# Dynamic-threshold MOSFET: the body tied to the gate

Take an n-channel transistor in a silicon film on buried oxide, contact the neutral p-type body from the side, and wire it to the gate. Colinge described this connection in 1987 as a voltage-controlled bipolar-MOS device, and Assaderaghi and co-workers named it the dynamic-threshold MOSFET in 1994. I will derive its subthreshold swing, its turn-on voltage and its transconductance, and then show where these results stop holding.

## Premises and conventions

Terminal voltages are referred to the source. $\psi(x)$ is the band bending relative to the neutral body, positive towards inversion, and $\psi_s$ is its surface value. $V(y)$ is the electron quasi-Fermi potential, $0$ at the source and $V_{DS}$ at the drain. I write $v_t=kT/q$, $\phi_F=v_t\ln(N_A/n_i)$, $C_{ox}=\epsilon_{ox}/t_{ox}$ and $\gamma=\sqrt{2q\epsilon_{si}N_A}/C_{ox}$. $Q_i$ is the magnitude of the inversion charge per area.

1. The doping is uniform and fully ionised; carriers are classical and obey Boltzmann statistics.
2. The film is partially depleted, and the neutral layer sits at the potential of the body contact.
3. The channel is long, so Poisson's equation is one-dimensional in $x$, and quasi-Fermi levels are flat in $x$.
4. Injection into the body is low, there are no interface traps, the gate is not depleted, and the mobility $\mu$ is constant.

## Step 1: the surface-potential equation

In the neutral body the intrinsic level lies $q\phi_F$ above the hole quasi-Fermi level, and the electron level lies $q(V_{BS}-V)$ above the hole level. With $n_i=N_Ae^{-\phi_F/v_t}$,

$$p=N_Ae^{-\psi/v_t},\qquad n=N_Ae^{(\psi+V_{BS}-V-2\phi_F)/v_t}.$$

Poisson's equation is $\psi''=(q/\epsilon_{si})(N_A-p+n)$; low injection lets me ignore the electrons in the neutrality condition of the body. Multiply by $2\psi'$ and integrate from the neutral body, where $\psi=\psi'=0$:

$$\mathcal E_s^2=\frac{2qN_A}{\epsilon_{si}}\Big[\psi_s-v_t+v_te^{-\psi_s/v_t}+v_te^{(V_{BS}-V-2\phi_F)/v_t}\big(e^{\psi_s/v_t}-1\big)\Big].$$

For $\psi_s\gg v_t$ the term $e^{-\psi_s/v_t}$ and the last $-1$ drop out. Gauss's law makes the oxide drop $\epsilon_{si}\mathcal E_s/C_{ox}$, and the voltages from gate to body add up to

$$V_{GS}-V_{BS}-V_{FB}-\psi_s=\gamma F,\quad F^2=D^2+v_t\xi,\quad D^2=\psi_s-v_t,\quad \xi=e^{(\psi_s+V_{BS}-V-2\phi_F)/v_t}.\tag{1}$$

Here $\xi$ is the surface electron density in units of $N_A$. In Brews's charge-sheet approximation the depletion charge keeps its electron-free value $\gamma C_{ox}D$, which neglects relative terms of order $v_t/\psi_s$:

$$Q_i=\gamma C_{ox}(F-D).\tag{2}$$

The current, drift and diffusion together, is $I_D=\mu WQ_i\,dV/dy$, independent of $y$, so

$$I_D=\mu\frac WL\int_0^{V_{DS}}Q_i\,dV.\tag{3}$$

## Step 2: weak inversion and the swing

Set $V_{BS}=V_{GS}$. The left side of (1) becomes $-V_{FB}-\psi_s$, and the gate voltage survives only inside $\xi$. In weak inversion $\xi\ll1$, so $F\to D$ and $D^2+\gamma D+V_{FB}+v_t=0$. The positive root is

$$D_w=\tfrac12\Big[\sqrt{\gamma^2-4(V_{FB}+v_t)}-\gamma\Big],\qquad \psi_w=D_w^2+v_t .$$

The band bending is frozen at $\psi_w$, because the MOS capacitor is short-circuited. What the source electrons feel is $\phi=\psi_s+V_{BS}$, the band bending plus the forward bias of the body, and $\phi=\psi_w+V_{GS}$ follows the gate one to one.

Expanding (2) to first order in $\xi$ gives $Q_i=\gamma C_{ox}v_t\xi/2D_w$. The integral in (3) is $\int_0^{V_{DS}}e^{-V/v_t}dV=v_t(1-e^{-V_{DS}/v_t})$, hence

$$I_D=\mu\frac WL\frac{\gamma C_{ox}v_t^2}{2D_w}\,e^{(\psi_w+V_{GS}-2\phi_F)/v_t}\big(1-e^{-V_{DS}/v_t}\big).\tag{4}$$

Nothing in the prefactor depends on $V_{GS}$, so

$$S=\frac{dV_{GS}}{d\log_{10}I_D}=v_t\ln10 .$$

**Question.** *Where did the depletion capacitance go?*

To the gate side of the divider. Put $a=\gamma/2F$ and differentiate (1) at fixed $V$, with $\psi_s=\phi-V_{BS}$: $dV_{GS}-d\phi=a[(1+\xi)d\phi-dV_{BS}]$, or

$$d\phi=\frac{dV_{GS}+a\,dV_{BS}}{1+a+a\xi}.\tag{5}$$

For small $\xi$, $a=C_d/C_{ox}$, with $C_d$ the depletion capacitance. A grounded body gives $d\phi/dV_{GS}=1/(1+a)$. A tied body gives $(1+a)/(1+a+a\xi)$, which is unity until the inversion capacitance $a\xi C_{ox}$ competes.

**Question.** *Does the steeper slope lower the off current?*

No. At $V_{GS}=0$ the tied and the grounded device have identical terminal voltages. The gain is all on the way up.

## Step 3: the turn-on voltage

Define threshold as usual by a surface electron density $N_A$ at the source: $\xi=1$ at $V=0$, so $\psi_s=2\phi_F-V_{BS}$. Then $F^2=\psi_s-v_t+v_t=\psi_s$; the hole and electron corrections cancel. Equation (1) gives the body-effect law

$$V_{th}(V_{BS})=V_{FB}+2\phi_F+\gamma\sqrt{2\phi_F-V_{BS}}.\tag{6}$$

The tied device turns on where $V_{GS}=V_{th}(V_{GS})$. Call this $V_T$ and put $u=\sqrt{2\phi_F-V_T}$. Equation (6) becomes $u^2+\gamma u+V_{FB}=0$. The product of the roots is $V_{FB}$, so for $V_{FB}<0$ exactly one is positive:

$$u=\tfrac12\Big[\sqrt{\gamma^2-4V_{FB}}-\gamma\Big],\qquad V_T=2\phi_F-u^2.\tag{7}$$

Substituting $V_{FB}=-u^2-\gamma u$ into $V_{T0}=V_{th}(0)$ relates the two thresholds:

$$V_{T0}=V_T\Big[1+\frac{\gamma}{\sqrt{2\phi_F}+u}\Big].$$

They share their sign, and $V_T$ is the smaller in magnitude. Differentiating the quadratic at fixed $\phi_F$ gives $dV_T/dV_{FB}=1/n_0$ with $n_0=1+\gamma/2u$.

## Step 4: transconductance

Let $g_m=\partial I_D/\partial V_{GS}$ and $g_{mb}=\partial I_D/\partial V_{BS}$, both at the operating point $V_{BS}=V_{GS}$. The chain rule gives the tied device $g=g_m+g_{mb}$.

One statement needs no further approximation. Equation (1) contains the voltages only as $V_{GS}-V$ and $V_{BS}-V$, so $\partial_{V_{GS}}Q_i+\partial_{V_{BS}}Q_i=-\partial_VQ_i$, and (3) gives

$$g=\mu\frac WL\big[Q_i(\text{source})-Q_i(\text{drain})\big].\tag{8}$$

In strong inversion $\xi$ changes exponentially with $\psi_s$, so one pins $\psi_s=2\phi_F+V-V_{BS}$ and takes the depletion charge as $\gamma C_{ox}\sqrt{\psi_s}$:

$$Q_i=C_{ox}\Big[V_{GS}-V-V_{FB}-2\phi_F-\gamma\sqrt{2\phi_F+V-V_{BS}}\Big].\tag{9}$$

With $\beta=\mu C_{ox}W/L$ and $w=\sqrt{2\phi_F-V_{GS}}$, differentiation under the integral in (3) gives $g_m=\beta V_{DS}$ and

$$g_{mb}=\beta\int_0^{V_{DS}}\frac{\gamma\,dV}{2\sqrt{w^2+V}}=\beta\gamma\Big(\sqrt{w^2+V_{DS}}-w\Big)=\frac{\gamma\,g_m}{\sqrt{w^2+V_{DS}}+w}.$$

For $V_{DS}\ll w^2$ this is $-g_m\,dV_{th}/dV_{BS}$, and

$$g=g_m+g_{mb}=g_m\Big[1+\frac{\gamma}{2\sqrt{2\phi_F-V_{GS}}}\Big].\tag{10}$$

**Question.** *Does (10) survive in saturation?*

As an upper bound within the pinned model. Pinch-off is $Q_i=0$ in (9). With $\psi=w^2+V$ this reads $\psi+\gamma\sqrt\psi+V_{FB}=0$, the quadratic for $u$ again. So $V_{Dsat}=u^2-w^2=V_{GS}-V_T$. The moving upper limit contributes nothing to the derivatives because the integrand vanishes there, and

$$g=g_m\Big[1+\frac{\gamma}{u+w}\Big],\qquad g_m=\beta(V_{GS}-V_T).\tag{11}$$

Since $u>w$ above threshold, (11) lies below (10). Multiplying out gives $\beta(u^2-w^2+\gamma u-\gamma w)=\beta[V_{GS}-V_{th}(V_{GS})]$, which is (8).

**Question.** *Equation (10) diverges at $V_{GS}=2\phi_F$. Is that real?*

It comes from the pinning. From (1) and (2), $Q_i/C_{ox}=V_{GS}-V_{FB}-\phi-\gamma D$. With $b=\gamma/2D$, $dQ_i/C_{ox}=dV_{GS}+b\,dV_{BS}-(1+b)d\phi$, and (5) gives, for small $V_{DS}$,

$$\frac{g_{mb}}{g_m}=\frac{b-a+ab\xi}{a-b+a\xi}.\tag{12}$$

This holds with the true band bending, which exceeds $2\phi_F-V_{GS}$ by a few $v_t$ and keeps $b$ finite. In practice the junction current intervenes first.

## Range of validity

- **Sign of $V_{FB}$.** It must be negative enough that $\psi_w\gg v_t$.
- **Partial depletion.** With gate and body shorted, $\psi_s$ never exceeds $\psi_w\approx u^2$, so the film must be thicker than $W_d=\sqrt{2\epsilon_{si}u^2/qN_A}$ plus any depletion at the back interface. A fully depleted film has no neutral body to drive.
- **Swing.** $S=v_t\ln 10$ needs $a\xi\ll1+a$. Interface traps of capacitance $C_{it}=q^2D_{it}$ follow the electron level, since electrons far outnumber holes at this surface. They respond to $\phi$, add $C_{it}/C_{ox}$ to the denominator of (5), and multiply $S$ by $1+C_{it}/(C_{ox}+C_d)$.
- **Channel length.** Source and drain couple to the barrier without moving with the gate, which raises $S$ in the same way. As a rule of thumb, $L$ must be several times $W_d+(\epsilon_{si}/\epsilon_{ox})t_{ox}$, and carriers must stay below velocity saturation.
- **Strong-inversion forms.** (9) to (11) need overdrives large against the few $v_t$ of excess band bending, and $2\phi_F-V_{GS}\gg v_t$. A field-dependent mobility adds a term to $g$ above threshold. Below threshold the vertical field is frozen, so it leaves $S$ alone.
- **Junction current and speed.** The source junction is forward biased by $V_{GS}$ and draws gate current, and the body charges through its own resistance.

## Numerical illustration

The device has $t_{ox}=3$ nm, $N_A=10^{18}$ cm$^{-3}$ and a 0.5 V supply at 300 K. As approximate inputs I take $n_i=10^{10}$ cm$^{-3}$, relative permittivities 11.7 and 3.9, and an n$^+$ polysilicon gate with its Fermi level 0.56 eV above the intrinsic level and no oxide charge, so $V_{FB}=-0.56\text{ V}-\phi_F$. I assume a 100 nm film, $W=L=1$ µm and $\mu=200$ cm$^2$/V s. All results are the model's.

The basic quantities are $v_t=25.85$ mV, $\phi_F=0.476$ V, $V_{FB}=-1.036$ V, $C_{ox}=1.151$ µF/cm$^2$ and $\gamma=0.5005$ V$^{1/2}$. Then $u=0.798$ V$^{1/2}$, $u^2=0.637$ V, $\psi_w=0.643$ V, $n_0=1.31$ and $w=0.673$ V$^{1/2}$ at 0.5 V.

| | tied | grounded |
|---|---|---|
| $S$ at $V_{GS}=0$ (mV/dec) | 59.5 | 80 |
| turn-on voltage (V) | 0.316 | 0.405 |
| $V_{th}$ at $V_{GS}=0.5$ V (V) | 0.253 | 0.405 |
| $Q_i/C_{ox}$ at source, pinned (9) (V) | 0.247 | 0.095 |
| $\psi_s$ at source from (1) (V) | 0.530 | 1.001 |
| $Q_i/C_{ox}$ at source from (1), (2) (V) | 0.151 | 0.041 |

The grounded swing is $(1+\gamma/2D_w)v_t\ln10=78.5$ mV/dec, divided by $1-v_t/2D_w^2$ because the prefactor $1/D$ now varies. Both devices leak 0.31 pA at $V_{GS}=0$, $V_{DS}=0.5$ V. By (5), $d\phi/dV_{GS}$ of the tied device falls short of unity by 0.6 % at 100 mV below $V_T$ and is 0.81 at $V_T$.

At 0.5 V the enhancement $g/g_m$ is 1.37 from (10) and 1.38 from (12) at small $V_{DS}$. In saturation, beyond $V_{Dsat}=0.184$ V, (11) gives 1.34. The factor is therefore insensitive to the pinning, but the charge is not. The tied surface sits $3.0\,v_t$ above the pinned value, and (9) overstates $Q_i$ by a factor 1.6. The tied-to-grounded charge ratio is 2.6 pinned and 3.7 from (1) and (2). The latter give $1.1\times10^{12}$ electrons per cm$^2$ and, by (8), $g=35$ µS in saturation.

**Question.** *How safe are the premises here?*

The depletion depth is $W_d=29$ nm, well inside the film, and the rule-of-thumb length is 38 nm. An assumed $D_{it}=10^{11}$ cm$^{-2}$eV$^{-1}$ gives $C_{it}=0.016$ against $C_d=\gamma C_{ox}/2u=0.36$ µF/cm$^2$, and $S=60.2$ mV/dec. The gate carries the same charge as the body, so a gate doped to an assumed $N_G=10^{20}$ cm$^{-3}$ drops $u^2N_A/N_G=6$ mV. A 50 mV uncertainty in $V_{FB}$ moves $V_T$ by 38 mV.

At 0.5 V the injected electron density in the neutral body is $2.5\times10^{-8}N_A$, so injection is low. Over the 71 nm neutral layer it amounts to $1.8\times10^{5}$ cm$^{-2}$, so the lateral bipolar path is negligible beside the channel. For the gate current take a junction area of film thickness times $W$. An assumed hole-injection saturation density of $10^{-12}$ A/cm$^2$ gives 0.25 pA. Recombination, $qn_ix_r e^{V_{GS}/2v_t}/2\tau$ with assumed $x_r=10$ nm and $\tau=10$ ns, gives 1.3 pA. The injection term grows tenfold every 59.5 mV and reaches 0.57 nA at 0.7 V, which is why the connection is kept to low supplies. With a hole mobility of about 150 cm$^2$/V s the neutral layer has $R_s=5.8$ kΩ per square. The delay $R_sC_dW^2/2$ for a contact at one end is 11 ps at $W=1$ µm and 1.1 ns at 10 µm, before junction capacitance is added.

**Question.** *At this doping, is the inversion layer classical?*

No, and this is the largest correction. The field at threshold is $\mathcal E_s=\gamma C_{ox}u/\epsilon_{si}=0.44$ MV/cm. In a triangular well with a hard wall the levels are $z_j\varepsilon$, with $-z_j$ the zeros of the Airy function Ai and $\varepsilon=(\hbar^2q^2\mathcal E_s^2/2m_z)^{1/3}$. Every subband of a valley has the same two-dimensional density of states, proportional to the in-plane mass $m_d$, so the valley holds a sheet density proportional to $m_d\sum_je^{-z_js}$ with $s=\varepsilon/kT$. Classically the sum is replaced by the phase-space integral $1/(2\sqrt\pi s^{3/2})$. On (100) silicon, with typical masses $m_l=0.916$ and $m_t=0.19$, two valleys have $m_z=m_l$, $m_d=m_t$, $s=1.68$, and four have $m_z=m_t$, $m_d=\sqrt{m_lm_t}$, $s=2.84$. The classical density is 15 times the quantum one, equivalent to 69 mV in $\phi$.

In the tied device the field is frozen below threshold, so this factor is constant and $S$ stays $v_t\ln10$. Because $V_{GS}$ enters only through $\xi$, the same sheet density is reached 69 mV later, at about 0.38 V. The grounded device has a larger field at threshold. Its shift is 81 mV in $\phi$ and, after multiplication by $1+\gamma/2\sqrt{2\phi_F}=1.26$, about 0.10 V at the gate, which brings its threshold up to the supply.

Typical long-channel devices of this kind show swings in the low sixties of mV/dec at room temperature, close to the model's value. The classical on-state numbers are too high. Applying the 69 mV shift in (1) and (2) lowers $Q_i/C_{ox}$ at 0.5 V from 0.151 V to 0.08 V, and the stronger on-state field lowers it further, so the model's 35 µS overstates the transconductance by roughly a factor of two at the assumed mobility.